The choice of method moves the bond length r_e of BrCl by about 0.04 Å, the harmonic wavenumber ω_e by about 60 1/cm and the dissociation energy D_e by almost 2 eV. The columns headed "change" are two-component less spin-free values. Every row is the same closed-shell state with the same occupations along its curve, so the rows can be compared.

BrCl, computed with the in-house axial X2C program (version 1), spin-free; changes are two-component (atomic mean-field Coulomb and Gaunt terms) less spin-free. Basis sets are dyall-cv3z for Br and dyall-av3z for Cl; MP2 and coupled cluster correlate the 14 valence electrons. The measured constants (NIST WebBook) are r_e 2.136 Å and ω_e 444.28 cm⁻¹.

| method | exact exchange, long range (%) | r_e, spin-free (Å) | change of r_e (Å) | ω_e, spin-free (cm⁻¹) | change of ω_e (cm⁻¹) | D_e, spin-free (eV) |
| --- | --- | --- | --- | --- | --- | --- |
| TPSS | 0 | 2.165 | 0.003 | 427 | -3 | 2.50 |
| PBE0 | 25 | 2.136 | 0.002 | 458 | -3 | 2.40 |
| HF | 100 | 2.127 | 0.002 | 485 | -2 | 0.72 |
| CCSD | n/a | 2.154 | 0.002 | 445 | -2 | 2.07 |
| CCSD(T) | n/a | 2.162 | 0.002 | 433 | -3 | 2.21 |
| MP2 | n/a | 2.140 | 0.002 | 458 | -2 | 2.37 |

**(a) Ordered by rising r_e, ω_e falls, apart from a tie between PBE0 and MP2. Why, and how much of the fall is due to the longer bond alone?**

*Solution.* A Hartree–Fock determinant keeps the bonding pair doubly occupied at every distance, which overprices stretching. Correlation moves pairs into the antibonding σ* orbital, and theory says it gains more as σ* comes down. The runs agree with this picture: between 1.95 and 2.39 Å the spin-free PBE0 gap from the highest filled orbital, a π level, to σ* closes from 6.0 to 3.8 eV, and the largest spin-free CCSD doubles amplitude doubles.

Let ΔV(R) be the difference between the curves of two methods. Its slope is a force that shifts the minimum by Δr ≈ −ΔV′/k, with k the force constant. From HF the slope is −0.24 eV/Å to MP2, −0.50 to CCSD and −0.64 to CCSD(T), which is the order of the bond lengths.

For ω_e, write the well as V = ½kr_e²ξ²(1 + a₁ξ) with ξ = (R − r_e)/r_e, so that V″ = k(1 + 3a₁ξ). Since ω_e ∝ √k,

Δω/ω = (3a₁/2r_e)Δr + ΔV″/(2k).

The first term is sliding out along an anharmonic well, and the second is direct softening by the curvature of ΔV. The Dunham relation a₁ = −1 − α_eω_e/(6B_e²), with rotational constant B_e and vibration–rotation constant α_e, gives a mean of −3.31 over three curves (spin-free CCSD(T), two-component PBE0 and MP2). Sliding therefore costs about 1 1/cm per 0.001 Å. Slopes and curvatures come from least-squares cubics through seven points of each spin-free difference curve, read midway between the two minima.

For HF→MP2, with mean r_e 2.134 Å, mean ω_e 472 1/cm and k ≈ 20 eV/Å²:

- sliding: 1.5 × (−3.31) × 0.013/2.134 × 472 = −14 1/cm
- direct: −1.20/(2 × 20) × 472 = −14 1/cm

The sum of the unrounded terms is −29 against −27 in the table. All seven steps tried agree within 3 1/cm, the steps from HF being overestimated. From HF to CCSD(T), sliding gives −37 of the estimated −55 1/cm, so about two-thirds of that fall comes from the longer bond alone. Nothing was fitted to ω_e, but both sides come from the same curves, so this divides the change into parts and does not test its cause.

The split sorts out the functionals. PBE0→TPSS is almost pure sliding, −30 of the estimated −32 1/cm, whereas HF→PBE0 is two-thirds direct softening. PBE0 and MP2 tie because MP2's longer bond costs 4 1/cm and its extra curvature returns the same amount. The longer TPSS bond is what one would expect if semilocal exchange mimics the correlation that eases stretching, and exact exchange in PBE0 takes part of it back. The rows can't prove this: TPSS, PBE0 and HF are not a scan of exact exchange alone, since the functionals differ in other ways and HF has no correlation.

**(b) Why does D_e not follow r_e? MP2 exceeds CCSD(T), and TPSS has both the longest bond and the largest D_e.**

*Solution.* The length and wavenumber depend on how the energy varies near the minimum, while D_e is the difference between molecule and separate atoms. A term constant in R near r_e but different in the atoms changes D_e and leaves the bond alone. Forming the bond creates a new electron pair whose correlation HF lacks, the standard reason why HF gives only a third of the CCSD(T) binding. Without HF, the rank correlation of r_e with D_e is a mere 0.1.

MP2 recovers 37 % of the HF→CCSD(T) lengthening but 111 % of the gain in D_e. The energies show where the overshoot sits: from MP2 to CCSD the atoms drop by 1.15 eV and the molecule by only 0.85 eV, so MP2 misses more correlation in the open-shell atoms. Triples act the other way and favour the molecule. This comparison carries two untested differences, since coupled cluster used 90 natural virtuals out of 210 and MP2 took a different chlorine determinant.

TPSS lies 13 % above CCSD(T). Semilocal functionals often overbind, but part of this excess is probably a shortfall of CCSD(T) itself: its correlation energy converges slowly with the basis, and triple-zeta sets usually give too little binding. Without a larger basis and a counterpoise correction the two causes can't be separated. The functionals also lack a current term, which matters for atomic determinants with orbital currents; the spin-free PBE0 atoms have none.

**(c) Why are the two-component changes small and alike in all rows, and do they close the distance to the measured constants?**

*Solution.* Spin-orbit coupling splits each π level into Ω = 1/2 and 3/2. In PBE0 the upper pair is split by 0.25 eV and the highest orbital rises by 0.13 eV, half of that. Both components are filled, so the first-order shifts cancel. What theory leaves is second-order mixing of π1/2 with empty σ*, which grows as the gap closes and pulls the bond outward.

The PBE0 difference curve behaves this way, its slope steepening outward from −0.042 to −0.080 eV/Å. A slope near −0.05 eV/Å over k = 18.7 eV/Å² gives a shift of the tabulated size, and sliding then accounts for the fall in ω_e within rounding, though the steepening slope implies a small direct softening as well. One-digit differences between rows deserve no cause. The changes are not purely spin-orbit, because only the two-component runs contain the mean-field Coulomb and Gaunt terms.

Open-shell atoms do gain energy in first order, so the two-component D_e is lower, by 0.03 eV in TPSS up to 0.17 eV in MP2 and CCSD(T). That range is not one trend, because the atomic determinants differ between rows and miss part of the lowering of the ground J level.

No method matches both measured constants (NIST WebBook). With the changes added, PBE0 is within 0.002 Å but 11 1/cm too stiff, MP2 behaves alike, and CCSD has ω_e right on a bond 0.020 Å too long. Such one-sided agreement suggests cancelling errors, which is a guess.

Two-component CCSD(T) moves slightly further off, to 0.028 Å too long and 14 1/cm too soft. The triple-zeta basis and the frozen Br 3d shell commonly lengthen such bonds, and the cut to 90 natural virtuals may add to the error, though none of the three was varied here. Sliding CCSD(T) back to the measured length would give 458 1/cm against 444, so whatever corrects the length must also soften the well directly, giving back about half of what the shorter bond gains.
